Margin notes on the large-wavevector tail of S(q) and the short-range error of RPA

Note 1. Premises and conventions.
Hartree atomic units (ħ = m = e² = 1, lengths in bohr, 1 Ha = 27.211 eV). The system is the paramagnetic electron gas at T = 0 in volume Ω with a neutralising background, n = N/Ω = k_F³/(3π²) = 3/(4π r_s³), v(q) = 4π/q². Energies ε are per electron. The pair distribution is spin-averaged, g = ½(g↑↓ + g↑↑), and tends to 1 at large r. Three standard relations are the premises:

(1) S(q) − 1 = n ∫ d³r [g(r) − 1] e^(−iq·r)
(2) S(q) = −(1/πn) ∫₀^∞ dω χ(q, iω)
(3) ε_c = ½ ∫₀¹ dλ ∫ d³q/(2π)³ v(q) [S_λ(q) − S₀(q)] = (1/π) ∫₀¹ dλ ∫₀^∞ dq [S_λ − S₀]

Eq. (3) is the Hellmann–Feynman theorem for H_λ = T + λV at fixed n; the last form uses ½ · 4πq²/(2π)³ · 4π/q² = 1/π. For q > 2k_F no state k + q is Pauli-blocked, so S₀ = 1 there. Rescaling r → r/λ turns H_λ into λ²(T + V) at density parameter λr_s, hence g_λ(0; r_s) = g(0; λr_s).

Note 2. Where the cusp comes from.
As two electrons meet, only the relative kinetic energy can cancel the divergence of λ/r. With reduced mass ½ the relative motion obeys −∇²ψ + (λ/r)ψ = k²ψ, where k² collects everything finite at r = 0. Put ψ = 1 + a₁r + a₂r² + a₃r³ in the s wave and use ∇²r^m = m(m+1)r^(m−2):

2a₁ = λ, 6a₂ = λa₁ − k², 12a₃ = λa₂ − k²a₁,

so a₁ = λ/2, a₂ = λ²/12 − k²/6, a₃ = λ³/144 − λk²/18. The slope a₁ does not depend on k, so it survives the average over all other coordinates. A p-wave admixture adds a term linear in the vector r, which drops out of the spherical average at first order. Parallel spins have no s wave, so g↑↑ starts at r². Squaring ψ gives Kimball's condition

(4) g_λ(r) = g_λ(0) [1 + λr + …], g_λ(0) = ½ g↑↓(0).

The cusp of g is twice that of ψ.

Note 3. From the cusp to the tail.
The large-q behaviour of a Fourier transform is fixed by the points where the function is not smooth. We assume that r = 0 is the only one; the slow decay of g − 1 at large r produces singularities at q = 0 and q = 2k_F, not at large q. Even powers of r are smooth in the Cartesian coordinates and leave no power tail. For the odd power use a convergence factor:

∫ d³r r e^(−μr) e^(−iq·r) = −∂/∂μ [8πμ/(q² + μ²)²] = 8π(3μ² − q²)/(q² + μ²)³ → −8π/q⁴.

With (1) and (4),

(5) S_λ(q) − 1 → −8π n λ g_λ(0)/q⁴ = −(8/3π) λ g_λ(0) k_F³/q⁴.

The next odd power is r³, whose transform is +96π/q⁶ (from ∇²r³ = 12r). Its coefficient in ψ² is 2a₃ + 2a₁a₂ = 7λ³/72 + O(λk²). The k-independent part corrects (5) by the relative amount −(7/6)λ²/q². So (5) needs q ≫ 1/a₀ as well as q ≫ k_F. In the alkali metals typically k_F a₀ < 1, and the first condition is then the stricter one.

Note 4. The tail in RPA.
At imaginary frequency χ₀ = −2n ⟨Δ/(Δ² + ω²)⟩ with Δ = q²/2 + q·k, averaged over the Fermi sphere. RPA sets χ = χ₀/(1 − λvχ₀) = χ₀ + λvχ₀² + …. For q > 2k_F every Δ is positive, and

∫₀^∞ dω Δ₁Δ₂/[(Δ₁² + ω²)(Δ₂² + ω²)] = π/[2(Δ₁ + Δ₂)].

Then (2) gives S − 1 = −2nλv ⟨1/(q² + qs)⟩ at first order, where s is the sum of two independent projections of k on the direction of q. One projection, in units of k_F, has density ¾(1 − x²) on (−1, 1), so ⟨s⟩ = 0 and ⟨s²⟩ = 2k_F²/5. Higher rings follow by setting Δ = q²/2, for which (2) integrates to S = (1 + 2y)^(−1/2) with y = 8πnλ/q⁴. Together,

(6) S_λ^RPA − 1 = −(8πnλ/q⁴) [1 + (2/5)k_F²/q² − (3/2) · 8πnλ/q⁴ + …].

This is (5) with g(0) replaced by 1. The 1 is not the on-top value of RPA. Inverting (1) with S^RPA gives a g(0) that equals ½ at r_s → 0 and lies below ½ at any finite r_s, because |χ₀/(1 − vχ₀)| < |χ₀| lowers S at every q. RPA has slope g′(0) = 1 whatever its own g(0), and so violates (4). The reason is visible in χ₀²: the two bubbles are averaged independently, so each electron scatters at short range from the full density n, as if it had neither an exchange hole nor a correlation hole.

Note 5. Second-order exchange and the factor of two.
For the excitation (kσ, k′σ′) → (k + q, k′ − q) the denominator is D = q² + q·P with P = k − k′, and

(7) E₂ = −(1/2Ω²) Σ [v(q)² − δ_σσ′ v(q) v(|q + P|)]/D.

The direct term runs over four spin pairs, the exchange term over two. For q ≫ k_F, v(|q + P|) → v(q), so exchange cancels the direct scattering of parallel spins and half of the direct term is left. Since E₂ ∝ λ², (3) identifies the exchange part of S as δS_x = +nλ ⟨v(|q + P|)/D⟩. With u the cosine of the angle between P and q, the second-order term of 1/[(1 + 2uP/q + P²/q²)(1 + uP/q)] is (7u² − 1)P²/q², whose average is (4/3)(6/5)k_F²/q². Hence δS_x = (4πnλ/q⁴)[1 + (8/5)k_F²/q²], and rings plus exchange give

(8) S_λ − 1 = −(4πnλ/q⁴) [1 − (4/5)k_F²/q² + …].

The leading term is (5) with g(0) = ½, the value for free electrons. At high density RPA therefore doubles the exact tail, and second-order exchange restores it. A check on the q⁻⁶ terms: the parallel-spin part of (8) is (4πnλ/q⁴)(8/5 − 2/5)k_F²/q² = 24πnλk_F²/(5q⁶). The p-wave analogue of Note 2 gives ψ ∝ r(1 + λr/4), so ½g↑↑ = (k_F²r²/10)(1 + λr/2), and nλ(k_F²/20) · 96π/q⁶ is the same number. Screening the exchange line changes nothing at leading order, because vχ₀ ∝ q⁻⁴. The factor ½ is thus frozen at every density, while the exact g(0) falls with r_s.

Note 6. The energy beyond q_c.
Define ε_>(q_c) as the part of (3) with q > q_c ≥ 2k_F. From ∫ dq/q⁴ = 1/(3q_c³) and (5),

(9) ε_> = −(4n/3q_c³) ḡ, ḡ = 2 ∫₀¹ dλ λ g(0; λr_s).

In RPA ḡ → 1, with second-order exchange ḡ → ½. A term q⁻⁶ in S gains 3/5 relative to the leading term from the q integral; the λ²q⁻⁸ term gains 3/7 from q and 2/3 from λ. So

(10) ε_>^RPA = −(4n/3q_c³) [1 + (6/25)k_F²/q_c² − (8/7π)k_F³/q_c⁴ + …]
(11) ε_>^(RPA+2x) = −(2n/3q_c³) [1 − (12/25)k_F²/q_c² + …].

In (9) the term of Note 3 is a relative correction of at most (7/10)/q_c² in size, since λ ≤ 1. In terms of k_F the RPA prefactor is −(4/9π²)(k_F/q_c)³ Ha, the same at every density for fixed q_c/k_F. A truncated calculation lacks a negative contribution and lies too high.

Note 7. Three truncations that are often confused, and the 1/M law.
(a) Cutting the q integral in (3), as above.
(b) Deleting v(q) for q > q_c. In RPA every ring carries one q, so (b) equals (a) exactly. In the exchange term two transfers occur, and the term is lost when q > q_c − max(0, s). The mean of max(0, s) is 9k_F/35, so the exchange part gains the factor 1 + (27/35)k_F/q_c and (11) becomes −(2n/3q_c³)[1 − (27/35)k_F/q_c]. In the exact theory, switch on only the deleted components with strength μ. The tail at q is produced by μv(q) acting on pairs at contact, so λg_λ(0) in (5) becomes μg(0; r_s), and the miss is −4n g(0)/(3q_c³), with g(0) in place of ḡ. The two results differ because the deletion also alters S below q_c. They coincide for r_s → 0. Version (b) carries a relative correction of order 4/(πq_c), the shift of g(0) found by integrating the tail (5) over q > q_c in the inverse of (1).
(c) Keeping orbitals with |k| < q_c. A term of (7) is lost when |k + q| or |k′ − q| exceeds q_c, that is for q > q_c − max(x₁, x₂) with two independent projections. The mean is 2∫ x p(x)F(x) dx = 9k_F/35, where p is the density of Note 4 and F its integral. The second-order direct and exchange terms both gain 1 + (27/35)k_F/q_c.

A sphere of radius q_c holds M = Ωq_c³/(6π²) plane waves, so n/q_c³ = N/(6π²M) and

(12) ε_>^RPA = −(2/9π²) N/M Ha = −0.613 eV × N/M,

and half of this with second-order exchange. The density has dropped out. The truncation error is inverse in basis size, or ∝ E_c^(−3/2) with E_c = q_c²/2. The first correction to the fit form is relative M^(−2/3) for (a), and M^(−1/3) for (c).

Note 8. What the tail says about RPA+.
RPA+ (Kurth and Perdew 1999; Yan, Perdew and Kurth 2000) adds to the RPA energy, in its local form,

(13) ΔE = ∫ d³r n(r) Δ(r_s(r)), Δ = ε_c − ε_c^RPA of the uniform gas.

As q → 0 both S and S^RPA tend to q²/(2ω_p), ω_p² = 4πn, since the plasmon exhausts the f-sum rule. The defect of RPA thus vanishes at long range and is a factor 1/g(0) at short range, which motivates a local correction. The tail is not the whole correction. For r_s → 0, Δ is the second-order exchange energy, quoted here from Onsager, Mittag and Stephen (1966): (ln 2)/6 − 3ζ(3)/(4π²) = 0.02418 Ha = 0.658 eV. Its part beyond q_c is (2/9π²)(k_F/q_c)³[1 + (24/25)k_F²/q_c² + (1656/1225)k_F⁴/q_c⁴ + …], the third term coming from the fourth-order coefficient (31u⁴ − 17u² + 1)P⁴ with averages 23/15 and 72k_F⁴/35. At q_c = 2k_F one, two and three terms give 12 %, 14 % and 15 % of Δ. Most of the correction lies below 2k_F.

Δ is defined with the complete q integral. The RPA energy must be extrapolated to q_c → ∞ before (13) is added; otherwise (13) removes a tail that the calculation never contained, and the sum is too high by 4n/(3q_c³) per electron.

Note 9. Range of validity.
Eqs. (6) to (12) need q_c ≥ 2k_F, with the corrections shown. Eqs. (5) and (9) hold at any r_s but need q_c a₀ ≫ 1 too. The doubling needs r_s ≪ 1: the approximate g(0) of Note 10 gives 1/g(0) = 2.15 already at r_s = 0.1. The gas is unpolarised; for full polarisation g(0) = 0, the exact q⁻⁴ term vanishes, and RPA keeps −8πn/q⁴. The treatment is nonrelativistic. In a solid the local form of (10) is −(4/3q_c³) ∫ n² d³r, valid where q_c exceeds the local 2k_F and the density varies slowly over 1/q_c, which fails in ion cores at ordinary cutoffs.

Note 10. Numbers for sodium, with aluminium beside it.
The model is a uniform gas of the valence electrons. Typical lattice constants: Na, bcc, 4.29 Å, 2 electrons per cell; Al, fcc, 4.05 Å, 12 electrons per cell. The cutoff E_c = 100 eV is assumed, so q_c = 2.711 bohr⁻¹. Approximate interpolations serve as assumed inputs. For the on-top value (Gori-Giorgi and Perdew 2001),

g(0) = ½(1 + 0.0207 r_s + 0.08193 r_s² − 0.01277 r_s³ + 0.001859 r_s⁴) e^(−0.7524 r_s).

For the energies (Perdew and Wang 1992),

ε = −2A(1 + α₁r_s) ln{1 + 1/[2A(β₁r_s^½ + β₂r_s + β₃r_s^(3/2) + β₄r_s^(p+1))]}, A = 0.031091 Ha,

with (α₁, β₁, β₂, β₃, β₄, p) = (0.21370, 7.5957, 3.5876, 1.6382, 0.49294, 1) for ε_c, a fit to quantum Monte Carlo data, and (0.082477, 5.1486, 1.6483, 0.23647, 0.20614, 0.75) for ε_c^RPA. Unrounded values are carried from row to row.

quantity | Na | Al
n (bohr⁻³) | 3.754×10⁻³ | 2.677×10⁻²
r_s | 3.992 | 2.074
k_F (bohr⁻¹) | 0.4808 | 0.9254
g(0) | 0.051 | 0.138
ḡ | 0.118 | 0.216
ε_c (eV) | −0.87 | −1.20
ε_c^RPA (eV) | −1.28 | −1.66
Δ (eV) | 0.41 | 0.46
q_c/k_F | 5.64 | 2.93
M/N | 90 | 13
leading term of (10) (meV) | −6.8 | −49
leading term of (11) (meV) | −3.4 | −24
Eq. (9) (meV) | −0.8 | −11

Neglected terms, Na then Al: in (10), +0.8 % and +2.8 % from the first correction, −0.07 % and −0.5 % from the second; in (11), −1.5 % and −5.6 %; in (9), a relative size up to 0.095 from Note 3, plus terms of order k_F²/q_c². An orbital cutoff (c) would add 14 % and 26 %. For the exact theory under truncation (b), 4/(πq_c) = 0.47, so that formula gives only an order of magnitude here.

Model sodium is far from the high-density limit. The RPA tail of S exceeds the cusp value by 1/g(0) ≈ 20, and second-order exchange leaves a factor of about 10. The share of Δ beyond the 100 eV cutoff, (1 − ḡ) times the RPA tail over Δ, is 1.5 % for Na and 8 % for Al. Beyond 2k_F in Na the RPA tail is −0.15 eV and (9) gives −0.02 eV, so the difference is about 0.14 eV, a fraction 0.33 of Δ. There (7/10)/q_c² = 0.76 and (9) is uncontrolled, but it is the small part, so the fraction is good to one figure.

Energy differences see much less than Δ. For a local energy η(n) per electron, consider a vacancy in a cell of N monovalent atoms at fixed volume. If the vacant cell is emptied and the density elsewhere is unchanged, η adds nothing to E(N−1) − (N−1)E(N)/N. If the remaining electrons spread uniformly, n → n(1 − 1/N) and η adds −n dη/dn = (r_s/3) dη/dr_s. These are limiting pictures and not strict bounds. For the RPA tail, η ∝ −n, the second picture gives +6.8 meV, which a calculation cut at 100 eV lacks. For η = Δ it gives −0.03 eV. The scale to hold these against is the monovacancy formation energy of 0.36 eV (compiled value, Riffe 2024): the missing tail is 1.9 % of it.

These are the model's numbers, for valence electrons only. Applied to the whole sodium atom, (13) also counts the ten core electrons, each with a Δ between the valence value and the high-density limit, roughly 4 to 7 eV per atom, so the valence model understates the total correction by an order of magnitude. That core part cancels in energy differences as far as the cores stay unchanged, but a calculation that keeps the 2s and 2p shells has a far larger ∫ n² d³r, and a larger truncation error at the same cutoff, than the 6.8 meV per atom of the model.